## Results and discussion

### Multiply or add

Suppose that PBE0 multiplied the PBE energy of every empty level, counted from the valence top, by one common factor. The gap of ZrSi₃O₈ would fix that factor: it is 3.73 eV in PBE and 6.24 eV in PBE0, a ratio of 1.67. Distances between empty levels would then grow in the same ratio, and the empty bands would become steeper as the gap opened. If PBE0 instead adds one common amount to every empty level, those distances stay as they are. Both rules give the same gap, so only the shape of the bands can tell them apart.

Band energies of ZrSi₃O₈ (orthorhombic 12-atom cell, space group Pmm2) at named k points, from Ansatz 0.2.0 (plane-wave PAW, 420 eV cutoff, no spin polarisation). The cheaper level is PBE on an 8×4×4 k mesh, the costlier one PBE0 on a 4×4×4 mesh. Both use the same r2SCAN-relaxed cell, and each counts energies from its own valence top.

```tsv
point name	band v2, cheaper level (eV)	band v1, cheaper level (eV)	band c1, cheaper level (eV)	band c2, cheaper level (eV)	band v2, costlier level (eV)	band v1, costlier level (eV)	band c1, costlier level (eV)	band c2, costlier level (eV)
Gamma	-0.297	-0.099	3.731	4.637	-0.275	-0.096	6.241	7.191
X	-0.474	-0.151	4.650	5.215	-0.535	-0.149	7.109	7.799
S	-0.765	-0.241	4.819	5.232	-0.712	-0.284	7.281	7.780
Y	-0.714	-0.081	4.842	5.472	-0.670	-0.055	7.395	8.043
Z	-0.424	-0.162	4.228	5.349	-0.429	-0.170	6.761	8.015
U	-0.148	0.000	4.971	5.146	-0.100	0.000	7.456	7.714
R	-0.292	-0.100	5.048	5.300	-0.255	-0.116	7.543	7.891
T	-0.658	-0.644	4.868	5.442	-0.702	-0.647	7.455	8.015
```

In the table, v1 is the highest filled band and v2 the one below it; c1 is the lowest empty band and c2 the one above it. PBE is the cheaper level and PBE0 the costlier one, and each counts its energies from its own highest filled level. The rows are points in k space, which state how the phase of an electron wave runs from one cell to the next. At Γ (Gamma) the wave repeats unchanged in every cell. At R its sign alternates along all three axes, and at T along b and c only. The cell is orthorhombic, with three unequal edges at right angles.

### From Γ to R: the empty band keeps its shape

The rows Γ and R are the lowest and the highest point of c1 at both levels of theory. In PBE they lie 1.32 eV apart. Multiplication by the gap ratio would stretch this distance to 1.32 × 1.67 = 2.20 eV, whereas PBE0 gives 1.30 eV. The estimate has no adjustable constant: the ratio comes from the gap, whose upper edge is c1 at Γ, so Γ is matched by construction and R is the test. Multiplication fails that test by 0.9 eV, and addition passes it.

The other points agree. The rise of c1 from PBE to PBE0 is 2.51 eV at Γ and stays between 2.46 eV at X and 2.59 eV at T. This spread is about 5 % of the mean rise. The eight points also keep their order in energy, although U and T, 0.10 eV apart in PBE, differ by only 0.001 eV in PBE0. The band is lifted almost as a block.

### Why filled and empty levels part

The two levels of theory differ in how they treat exchange. An electron in a filled orbital is part of the total electron density, and the average repulsion from that density therefore includes a repulsion of the electron by itself. Exact exchange, also called Fock exchange, removes this spurious term completely for a filled orbital. The approximate exchange of PBE removes it only in part, which leaves filled levels too high. PBE0 replaces a quarter of the PBE exchange by Fock exchange, and the filled levels sink. In a crystal this picture applies to orbitals localised on atoms or bonds, from which the filled bands can be built up; a single wave spread over the whole crystal hardly repels itself.

An empty orbital has no self-repulsion to remove. In PBE it nevertheless feels the same attractive exchange potential as a filled one, because that potential depends on the place in the crystal and not on the orbital. Fock exchange does make this distinction, and it attracts an empty orbital only as far as that orbital overlaps with filled ones. The exchange of a quarter of one for the other thus costs the empty level some attraction, and it rises. This argument explains why PBE gaps tend to come out too small and why PBE0 opens them; the table agrees with it but does not test it separately.

The table shows only the sum of the two movements, because its zero travels with the valence top. On the energy scales of the two calculations themselves, the valence top falls by 1.64 eV and the conduction minimum rises by 0.87 eV. The directions are those that the argument predicts. The sizes are less certain, since neither scale is tied to the vacuum outside a surface and the two zeros need not coincide physically.

### Why the lift hardly depends on k

A chain of identical atoms with one orbital each shows why such a lift can be uniform. Its band has two ingredients: the energy of the orbital on its own atom, and the coupling between neighbours. The first sets the height of the whole band. The second sets its width, because the phase between neighbours decides whether the coupling lowers or raises the energy. A correction to the orbital energy moves every k point by the same amount, while a correction to the coupling stretches or squeezes the band.

In a crystal like this one, the change of exchange can be expected to act mainly on the first ingredient. Fock exchange links two places in the crystal only as far as the filled orbitals connect them, and in an insulator with a wide gap this connection fades over short distances. Neighbouring atoms are still within its reach, so the coupling is corrected too, but the larger part of the correction should depend on which atoms and orbitals a state is made of. A change of k alters the phases between cells but often leaves that make-up much the same. The nearly unchanged distance from Γ to R is what such a local correction would produce, but it is the most favourable pair. The distance from Γ to X shrinks from 0.92 to 0.87 eV, and that from Γ to T grows from 1.14 to 1.21 eV. At R, changes of opposite sign along a and along b and c largely cancel. The shape is kept to within several per cent, not exactly.

The chain is simpler than the crystal in one respect that matters here. ZrSi₃O₈ has twelve atoms in its cell and many orbitals that mix, so c1 need not be the same kind of orbital at every point. Chemistry suggests empty zirconium d orbitals above filled oxygen 2p orbitals, as in other oxides of Zr⁴⁺, but the calculations contain no analysis by orbital that would confirm it. The argument needs two things: the make-up of c1 must change little over the zone, and the coupling between neighbours must be nearly the same at both levels. In a related oxide whose lowest empty band turned from one kind of orbital into another between two k points, the same reasoning would lead one to expect an uneven lift.

### The filled band

The highest filled band keeps its shape as well. Its value at U is zero at both levels by definition, so the test lies in the other seven points. None of them moves by more than 0.05 eV against the valence top, although that top itself is displaced by far more on the calculations' own scales. The local argument covers this case too: if the states near the top are all oxygen orbitals of a similar kind, they lose a similar amount of self-repulsion and sink together.

### Row T: two separate irregularities

At T the band v1 lies 0.64 eV below the valence top in PBE, while at every other point it stays within 0.25 eV of it. PBE0 leaves this depth practically unchanged. The drop is thus a feature of the crystal's bands that both levels share, and the treatment of exchange does not create it.

Neighbouring rows show that it comes from a combination of phases. A wave that alternates along b alone (Y) or along c alone (Z) leaves v1 close to the top. Alternation along both axes at once gives T and the deep level, and further alternation along a gives R, where v1 is back at −0.10 eV. One possible reading, which these data do not test, is that the highest filled states owe their energy to unfavourable, antibonding contacts between oxygen orbitals, and that the phases at T leave no filled state with such strong contacts. At T, v1 has also come down to within 0.014 eV of v2 in PBE, and v2 is about as deep at Y and S. Since v1 only counts bands from the top, it need not be the same kind of state at T as at Y and Z. Which oxygen atoms are involved remains open.

The second irregularity is small. T has the largest rise of c1, 0.08 eV more than Γ. This is less an exception than the end of a pattern. The four points that alternate along a (X, S, U, R) rise by 2.459 to 2.495 eV, and the four that do not (Γ, Y, Z, T) by 2.51 to 2.587 eV. Alternation along b alone (Y) or c alone (Z) adds a little to the rise at Γ, and T has both. T is also the only point where c2 does not move further away from c1; on average c2 rises by 2.58 eV, slightly more than c1. The deep filled band has no part in this, because c1 is counted from the valence top at U and not from v1 at T.

The data cannot tell whether these last differences are physical. A small change of the coupling between neighbours, of one sign along a and of the other along b and c, would give such a pattern, but a is also the axis on which the two meshes differ. PBE was run on an 8×4×4 mesh of k points and PBE0 on a 4×4×4 mesh, so the hybrid calculation has the coarser sampling along a. Fock exchange is a sum over pairs of k points and converges slowly with the mesh. Without a PBE0 calculation on a finer mesh, differences of about 0.1 eV between the rises may be numerical, and the common rise of 2.5 eV carries an untested mesh error of its own.

### Where the gap lies

Both levels place the top of the filled bands at U and the bottom of the empty bands at Γ, which makes the gap indirect. The k meshes of the two runs, which hold further points, give no smaller gap. Among the eight points of the table, the position of the conduction minimum is secure, since the next lowest, Z, lies about half an electronvolt higher at both levels. The position of the valence top is less so in PBE0. There Y comes within 0.06 eV of U, which is no more than the uncertainty just described. In PBE, which has no Fock sum to converge, U leads Y by 0.08 eV.

### What can be carried over

Anyone who needs a single band edge, and not only the gap, should not book the whole opening of 2.5 eV to the empty side. On the calculations' own scales about two thirds of it comes from the valence side. To compare either edge with that of another material, both materials must be placed on a common energy scale, and the levels of the second material also depend on the method.

The shape of the bands is the safer result. For this crystal, the PBE empty band c1 raised by the 2.51 eV found at Γ reproduces PBE0 at the other seven points to within 0.08 eV, with the largest miss at T. All of these points are the centre, corners and face or edge centres of the zone, so the curvature near Γ, which sets the mass of an electron in the band, has not been compared. The crystal itself is a hypothetical one in which zirconium has only four close oxygen neighbours, fewer than is usual in its oxides. Its gap should therefore not be taken for that of a known zirconium silicate.

Both levels were evaluated on the same atomic positions, so the opening is an electronic effect and contains no change of structure. If each method were allowed to relax the cell for itself, the gaps could move further. There is also no measured gap for this crystal to decide how close PBE0 comes. What the comparison does establish is the form of the correction: nearly one number for the lowest empty band at all eight points.
